## Diagonal correction and apex behaviour at a circular conical intersection

**Model and conventions.** Two electronic states are coupled linearly to a doubly degenerate mode with mass $M$, frequency $\omega$ and polar coordinates $(r,\phi)$. With lengths in $\ell=(\hbar/M\omega)^{1/2}$ and energies in $\hbar\omega$, the diabatic Hamiltonian is
$$H=-\tfrac12\nabla^2+\tfrac12r^2+\kappa r(\sigma_z\cos\phi+\sigma_x\sin\phi).$$
The sheets are $V_\pm=\tfrac12r^2\pm\kappa r$. The trough lies at $r_0=\kappa$ with depth $D=E_{JT}/\hbar\omega=\kappa^2/2$. The pseudorotation constant is $B=\hbar\omega/2r_0^2=(\hbar\omega)^2/4E_{JT}$.

### (a) Diagonal correction and its mean

The real adiabatic states are $|+\rangle=(\cos\frac\phi2,\sin\frac\phi2)$ and $|-\rangle=(-\sin\frac\phi2,\cos\frac\phi2)$. They obey $\partial_\phi|\pm\rangle=\pm\frac12|\mp\rangle$ and change sign on one circuit. In ordinary units the diagonal Born-Oppenheimer correction (DBOC) on either sheet is
$$W=\frac{\hbar^2}{2M}\langle\nabla\pm|\nabla\pm\rangle=\frac{\hbar^2}{8Mr^2},$$
which equals $B/4$ at the trough. For a nuclear density $\rho$ that is finite at the apex, a cutoff radius $\epsilon$ gives, in reduced units,
$$\langle W\rangle=\int_\epsilon\frac{\rho}{8r^2}\,2\pi r\,dr=\frac{\pi\rho(0)}{4}\ln\frac1\epsilon+\text{finite}.$$
The mean grows by $\frac14\pi\rho(0)\ln10$ per decade of $\epsilon$, so the DBOC cannot be added in first order to such a function.

### (b) One-surface exponents

Put $\chi=R(r)e^{ij\phi}$ on the lower sheet. The geometric phase (GP) requires half-odd $j$, so that $\chi|-\rangle$ is single valued; ignoring it means integer $j$. Then
$$-\tfrac12\Big(R''+\frac{R'}r-\frac{j^2+\frac14}{r^2}R\Big)+V_-R=ER .$$
The $r^{-2}$ terms dominate at the apex, and $R\sim r^\nu$ with $\nu^2=j^2+\frac14$. The lowest states have $\nu=0.707$ with GP ($j=\pm\frac12$) and $\nu=0.5$ without ($j=0$). For $\nu<1$ the solution $r^{-\nu}$ is square integrable, but its kinetic energy is infinite and it is rejected. The density vanishes as $r^{2\nu}$, and $\langle W\rangle\propto\int r^{2\nu-1}dr$ converges. Without the DBOC, $\nu=|j|$.

### (c) Coupled equations

For $\Psi=e^{ij\phi}(\chi_+|+\rangle+\chi_-|-\rangle)$ the operator $-i\partial_\phi$ acts on the column $(\chi_+,\chi_-)$ as $j-\frac12\sigma_y$. The centrifugal term is $\Lambda/2r^2$ with
$$\Lambda=j^2+\tfrac14-j\sigma_y,\qquad\text{eigenvalues }(j\mp\tfrac12)^2 .$$
The eigenvectors $(1,\pm i)/\sqrt2$ are the diabatic states, since $|+\rangle\pm i|-\rangle=e^{\mp i\phi/2}(1,\pm i)$. Their radial amplitudes $f$ and $g$ go as $r^{|j-1/2|}$ and $r^{|j+1/2|}$, with integer powers, and are coupled by $\kappa r$. Also $\chi_+=(f+g)/\sqrt2$ and $\chi_-=i(f-g)/\sqrt2$.

For $j=\frac12$, $f(0)\neq0$ and $g\sim r$. The apex density is finite, with $|\chi_+(0)|=|\chi_-(0)|$. Three separately divergent means cancel there: DBOC $\frac14$, angular term $j^2=\frac14$, off-diagonal term $-\frac12$. The same holds for $j=-\frac12$ with $f$ and $g$ exchanged. For $|j|\ge\frac32$ both powers are at least 1 and the density vanishes at the apex.

The one-surface exponent describes no range of $r$ in the coupled problem. The power law $r^\nu$ needs the $r^{-2}$ term to dominate $V_--E$. For $|j|=\frac12$ the off-diagonal element $|j|/2r^2$ is as large as that term, so wherever it dominates the integer powers hold instead. In the ground state at large $\kappa$, where $|E|\approx\kappa^2/2$, this range is $r\ll1/\kappa$. For $r\gg1/\kappa$ the one-surface equation holds (part (f)), but its solution there is no power law. The radius of strong mixing is therefore of order $1/\kappa$, and
$$\frac{1/\kappa}{r_0}=\frac1{\kappa^2}=\frac1{2D}.$$

**Exact solution of the model.** For $j=\frac12$ expand $f$ in $L_p(r^2)e^{-r^2/2}/\sqrt\pi$ (index $2p$) and $g$ in $rL_p^{1}(r^2)e^{-r^2/2}/\sqrt{\pi(p+1)}$ (index $2p+1$), with Laguerre polynomials $L$. The matrix is tridiagonal:
$$H_{nn}=n+1,\quad H_{2p,2p+1}=\kappa\sqrt{p+1},\quad H_{2p+1,2p+2}=-\kappa\sqrt{p+1}.$$
For the normalised lowest eigenvector, $\pi\rho(0)=(\sum_pc_{2p})^2$, which is 1 at $\kappa=0$.

### (d) Na$_3$ lower sheet, five treatments

Typical approximate inputs for the electronic ground state are $\hbar\omega=90$ cm$^{-1}$ and $E_{JT}=720$ cm$^{-1}$. They give $D=8$, $r_0=4$ and $B=2.8$ cm$^{-1}$. With $M=22.99$ u, for coordinates whose square is the sum of squared atomic displacements, $\ell=0.128$ Å, $r_0=0.51$ Å and the mixing radius is $\ell/\kappa=0.032$ Å.

The substitution $u=\sqrt r\,R$ turns the radial equation into a one-dimensional one with potential $V_-+(\nu^2-\frac14)/2r^2$. For large $D$ the level therefore lies $\Delta\approx(\nu^2-\frac14)B$ above $-E_{JT}+\frac12\hbar\omega$.

| Treatment | lowest $j$ | $\nu$ | $\Delta$ / cm$^{-1}$ |
|---|---|---|---|
| no GP, no DBOC | 0 | 0 | $-0.70$ |
| no GP, DBOC | 0 | 0.5 | 0 |
| GP, no DBOC | $\pm\frac12$ | 0.5 | 0 |
| GP, DBOC | $\pm\frac12$ | 0.707 | 0.70 |
| coupled, exact | $\pm\frac12$ | 0 and 1 | 0.78 |

Rows two and three share one radial equation. They differ in degeneracy and in the gap to the next level, $B=2.8$ cm$^{-1}$ against $2B=5.6$ cm$^{-1}$. Row one has the correct leading exponent by accident: its state is non-degenerate and lies wholly on the lower sheet. Row four has the wrong exponent and the best energy of the four. Most of its remaining error comes from setting $\langle r^{-2}\rangle=r_0^{-2}$; the radial zero-point factor $1+3/2r_0^2$ raises 0.70 to 0.77 cm$^{-1}$. The neglected coupling to the upper sheet contributes, in second order across the gap $4E_{JT}$, only $-(jB)^2/4E_{JT}=-7\times10^{-4}$ cm$^{-1}$.

### (e) Three coupling regimes

Inputs are typical, rounded values. The third system is the $^3E$ excited state of the negative nitrogen-vacancy centre in diamond, with one effective mode (79 meV, $E_{JT}$ of 40 meV), in the $m_s=0$ sublevel, where first-order spin-orbit splitting is absent. All outputs are the model's.

| | Na$_3$ | Li$_3$ | NV$^-$ $^3E$ |
|---|---|---|---|
| $\hbar\omega$ / cm$^{-1}$ | 90 | 250 | 640 |
| $E_{JT}$ / cm$^{-1}$ | 720 | 500 | 320 |
| $D$ | 8 | 2 | 0.5 |
| $B$ / cm$^{-1}$ | 2.8 | 31 | 320 |
| $B/4$ / cm$^{-1}$ | 0.70 | 7.8 | 80 |
| $(1/\kappa)/r_0=1/2D$ | 0.06 | 0.25 | 1 |
| exact $E_0/\hbar\omega$ | $-7.491$ | $-1.446$ | 0.233 |
| exact $\Delta$ / cm$^{-1}$ | 0.78 | 14 | 149 |
| exact $\pi\rho(0)$ | $3\times10^{-7}$ | 0.020 | 0.275 |
| $\langle W\rangle$ per decade / $\hbar\omega$ | $2\times10^{-7}$ | 0.011 | 0.158 |

Here $B/4$ is both the DBOC at the trough and the large-$D$ value of $\Delta$ with GP and DBOC. The last row applies part (a) to the exact coupled density.

### (f) The trend

**What does not change.** The reduced DBOC $1/8r^2$ contains no $\kappa$, because the mixing angle $\phi/2$ is fixed by the shape of the cone and not by its slope. The exponents 0.5, 0.707 and the pair (0, 1) are the same in all three systems.

**What scales as a power.** At the trough $W/\hbar\omega=1/16D$, and the mixing radius $1/\kappa$ is the fraction $1/2D$ of $r_0$. In Na$_3$ strong mixing ends within about 0.06 of the trough radius. In the defect model this scale reaches the trough, and $r_0=1$ is no larger than the zero-point length. The expansion in $1/r_0^2$ then fails: 80 cm$^{-1}$ against the exact 149 cm$^{-1}$. For Li$_3$ it already misses by a similar factor, 7.8 against 14 cm$^{-1}$.

**What scales exponentially.** The apex is a barrier of height $E_{JT}$ above the trough. For large $\kappa$ and $r\ll1$ the energy $-\kappa^2/2$ dominates the potential, so $f\approx AI_0(\kappa r)$ and $g\approx-AI_1(\kappa r)$ with modified Bessel functions; the relative sign leaves a pure lower-sheet function for $r\gg1/\kappa$. In this approximation $|\chi_+/\chi_-|=(I_0-I_1)/(I_0+I_1)$ falls from 1 at the apex to 0.38 at $r=1/\kappa$ and as $1/4\kappa r$ beyond. There $|\chi_-|\approx\sqrt2A\,e^{\kappa r}/\sqrt{2\pi\kappa r}$, and its first correction factor $1-1/8\kappa r$ is that of the one-surface solution $I_\nu(\kappa r)$ with $\nu^2=\frac12$. Matching to the tail of the normalised trough function $(2\pi r)^{-1/2}\pi^{-1/4}e^{-(r-\kappa)^2/2}$ gives
$$\pi\rho(0)=\pi A^2\approx\tfrac12\sqrt\pi\,r_0\,e^{-2D},$$
with relative corrections of order $1/r_0$. For Na$_3$ this is $4\times10^{-7}$, against the exact $3\times10^{-7}$. The factor $e^{-2D}$ explains why the apex density spans six orders of magnitude while $D$ changes by a factor of 16. The divergence of $\langle W\rangle$ is invisible in the Na$_3$ ground level on any practical grid. In the defect model it adds 101 cm$^{-1}$ per decade, and only the coupled or diabatic equations give meaningful levels.

### (g) Limits of the linear model

Quadratic coupling is smaller than the linear term by a factor proportional to $r$, so it leaves the apex exponents unchanged. It warps the trough, however, and $j$ is then conserved only modulo 3. In Na$_3$ the barriers between the three minima are typically 100 to 200 cm$^{-1}$, far above $B$. The ground level is then split by tunnelling, typically by far less than 1 cm$^{-1}$, so the model's gap of 5.6 cm$^{-1}$ is much too large and its apex density indicates only extreme smallness. What survives is the ordering: with GP the lowest vibronic level is the degenerate one that derives from $j=\pm\frac12$. In Li$_3$ the barriers are typically some tens of cm$^{-1}$, comparable with $B$, so its $\Delta$ holds as an order of magnitude. In the defect they are typically near 70 cm$^{-1}$, well below $B=320$ cm$^{-1}$, and the main simplification is the replacement of a phonon continuum by one mode.